## Why does stretching silicon carbide widen its band gap but narrow its least direct gap?

I am looking at a set of HSE06 results for the hexagonal 2H form of SiC, squeezed and stretched evenly in all directions.

Band gaps of 2H SiC (space group P6₃mc), computed with Ansatz 0.2.0 using HSE06, PAW potentials, a 420 eV plane-wave cutoff and a 6×6×4 k mesh, without spin polarisation or spin–orbit coupling. The cells are strained evenly in all directions, with atomic positions relaxed with r2SCAN.

| volume (Å³/atom) | c/a | shortest distance (Å) | band gap (eV) | least direct gap (eV) |
| --- | --- | --- | --- | --- |
| 8.762 | 1.6415 | 1.782 | 2.878 | 5.462 |
| 8.879 | 1.6415 | 1.790 | 2.902 | 5.429 |
| 9.054 | 1.6415 | 1.802 | 2.937 | 5.380 |
| 9.729 | 1.6415 | 1.845 | 3.061 | 5.205 |
| 10.337 | 1.6414 | 1.883 | 3.160 | 5.060 |
| 10.474 | 1.6415 | 1.891 | 3.180 | 5.028 |
| 10.848 | 1.6415 | 1.913 | 3.235 | 4.945 |
| 11.132 | 1.6415 | 1.930 | 3.274 | 4.883 |
| 11.966 | 1.6415 | 1.977 | 3.377 | 4.684 |

I learned that a gap comes from the splitting between bonding and antibonding states, so longer bonds should mean a smaller gap. The least direct gap obeys that rule, but the band gap does the opposite in every row. How can one crystal do both? And why does the least direct gap drop faster in the last step than before?

## Answer

The two columns follow different empty levels, and these levels respond to stretching in opposite ways. Your rule describes one of two effects of expansion. The other is that the valence and empty states lose kinetic energy when they get more room, and some lose more than others. In a simple picture of free waves, the lowest empty level of SiC loses clearly less than the top filled level, and this can make the distance between them grow.

**Which levels are involved**

An electron state in a crystal is a wave, labelled by how its phase changes from cell to cell. At the point called Γ all cells are in step. At M the sign alternates from one row of cells to the next, and at K the phase advances by a third of a turn between neighbouring cells in the hexagonal plane. A direct gap compares a filled and an empty level at the same point, while the band gap may compare levels at different points.

The calculated bands put the highest filled level at Γ and the lowest empty level at K in every row. The band gap is therefore the distance from Γ to K throughout, and its rise is not caused by a change of band edge. Nor is it caused by a change of shape, because c/a, the height of the cell divided by its edge in the plane, stays at 1.641.

The levels at two volumes, 8.879 and 11.132 Å³/atom, show how the empty states move. Measured from the highest filled level, the lowest empty level rises by 0.37 eV at K, but falls by 0.48 eV at M and by 2.1 eV at Γ. The top filled level at M hardly moves on this scale. The least direct gap lies at M at both volumes, so it shrinks mainly because the empty level there comes down.

**First effect: bonding and antibonding states draw together**

Imagine pulling the atoms very far apart. Their orbitals would no longer overlap, so the part of the splitting that comes from overlap would vanish, and only the difference between the levels of silicon and carbon would remain. Each step of expansion goes a little way towards this limit, so empty antibonding levels come down towards the filled bonding ones. This is your rule, and the falling levels at Γ and M fit it.

If this were the only effect, we would expect the level at K to come down too. It goes up, so something must work against the rule there.

**Second effect: a roomier crystal takes kinetic energy away**

Now imagine the opposite limit, in which the electrons are free waves and the atoms hardly disturb them. Stretching the crystal stretches every wave with it. Kinetic energy varies as one over wavelength squared, so every state loses the same percentage of it. A state with much kinetic energy then loses more electronvolts than a state with little, and the one with little rises relative to the other.

It remains to see how much kinetic energy the two edges of the gap have. The cell holds 16 valence electrons, which fill eight bands, so the eighth wave at each point is the last filled one and the ninth is the first empty one. Free waves come in shells of equal kinetic energy, and we can fill them from the bottom.

At Γ the shells hold one, two and six waves. The eighth and the ninth wave both belong to the shell of six, so free electrons would have no gap at this point. The gap that the real crystal has at Γ comes, in this picture, from the attraction of the atoms, which splits the shell into bonding and antibonding states. Stretching weakens that splitting, and no difference in kinetic energy opposes the change.

At K the shells hold three and six waves. The ninth wave just finds room in the second shell, before a large step up to the third. The calculated levels show such a step too: at 8.879 Å³/atom the tenth level at K lies 7.3 eV above the ninth. The first empty state at K should thus be built mainly from long, slow waves, whereas the top filled state at Γ is built from shorter, faster ones.

It may seem odd that the slower state has the higher total energy. The filled state must make up for its kinetic energy by feeling a stronger attraction, as we would expect if its charge gathers around the carbon atoms and in the bonds. Expansion takes away part of both its kinetic energy and this attraction. The first loss widens the gap to K and the second narrows it.

**How large is the kinetic effect?**

The estimate needs only the size and shape of the cell. In the free-wave picture, the kinetic energy of the first empty state at K, divided by that of the top filled state at Γ, is

T(K)/T(Γ) = 1/3 + 3/(4 (c/a)²) = 0.61.

The first term belongs to motion in the hexagonal plane and the second to motion along the axis. The state at K thus has 39 % less kinetic energy than the state at Γ.

To turn this into electronvolts, take the cell at 8.879 Å³/atom, whose edge a in the plane is 2.923 Å. The shell of six at Γ has the wave number 4π/(√3 a), about 2.5 Å⁻¹, which corresponds to a kinetic energy of about 23 eV. The state at K therefore starts with about 0.39 × 23 ≈ 9 eV less.

On expansion to 11.132 Å³/atom, kinetic energies shrink by the factor (8.879/11.132)^(2/3) = 0.86, a loss of 14 %. The difference of 9 eV shrinks by the same share, so K should rise relative to Γ by about 0.14 × 9 ≈ 1.3 eV. The full calculation gives a rise of 0.37 eV.

The estimate has the right sign but is more than three times too large. An excess is what the argument leads us to expect, because free waves leave out the weakening attraction, which pulls the level at K back down. They probably overstate the loss itself as well: the calculated kinetic energy of all valence electrons together, without the corrections close to the nuclei, falls by 9 % between these volumes, not 14 %. The estimate explains why the gap can widen at all. That the level at K rises on balance, and by how much, is known only from the full calculation, which does not separate the two effects.

**Where the wave count falls short**

The other points of the band structure show how far the count can be trusted. At M the ninth free wave has almost the same kinetic energy as the one at Γ, so there is little to oppose the first effect, and the level falls as it should. At L and H, two points on the top face of the zone of allowed waves, the ratios are 0.88 and 0.96. The count alone would have these levels rise a little, yet they fall, and the one at L even falls slightly further than the one at M. A small kinetic advantage is evidently not enough, and of the points named here only K, with its much lower ratio, comes out ahead.

The count also fails to explain why the level at Γ falls about four times as far as the one at M. My guess is that the empty state at Γ has more antibonding s character, which reacts strongly to the bond length. An analysis of the orbitals in each state could test this.

**Why the widening slows down**

Per unit of the natural logarithm of the volume, the band gap rises by about 1.8 eV at the compressed end and 1.4 eV at the stretched end. The kinetic argument makes such a slowing plausible. The difference in kinetic energy between the two states is itself smaller in a larger crystal, so the next one per cent of expansion has less to take away.

**What happens in the last step**

Up to 11.132 Å³/atom the least direct gap falls at a nearly steady rate, between 2.4 and 2.5 eV per unit of the logarithm. In the final step the rate jumps to 2.75 eV. A smooth weakening of the bonds would not cause such a jump, but a change of place would: the smallest direct gap probably moves from M to Γ.

The levels support this reading. At 8.879 Å³/atom the direct gap at Γ is 2.0 eV larger than the one at M, and at 11.132 Å³/atom it is only 0.42 eV larger. If the two kept approaching each other at the same average rate, they would close another 0.50 eV by the last row, and Γ would end up slightly below M. The margin is narrow, so the move is an inference from the two trends; the levels of the last row itself would settle it.

**Using this in practice**

Near the unstrained volume, 10.337 Å³/atom, one per cent more volume raises the band gap by about 0.016 eV and lowers the least direct gap by about 0.024 eV. These figures hold for an even expansion with the atoms at rest. Heating a crystal also makes its atoms vibrate, which usually lowers the gap, so the figures should not be read as a temperature coefficient. A film stretched only in its plane changes its shape as well, and needs its own calculation.

For a related semiconductor, first ask where the lowest empty level lies. If it lies at Γ, the weakening of the bonds usually decides, and expansion narrows the gap, as in gallium arsenide. If it lies at a point where the first empty state still fits into a low shell of waves, the kinetic effect can win and the gap can widen, as it does in silicon. The bond length alone does not tell you which case you have.
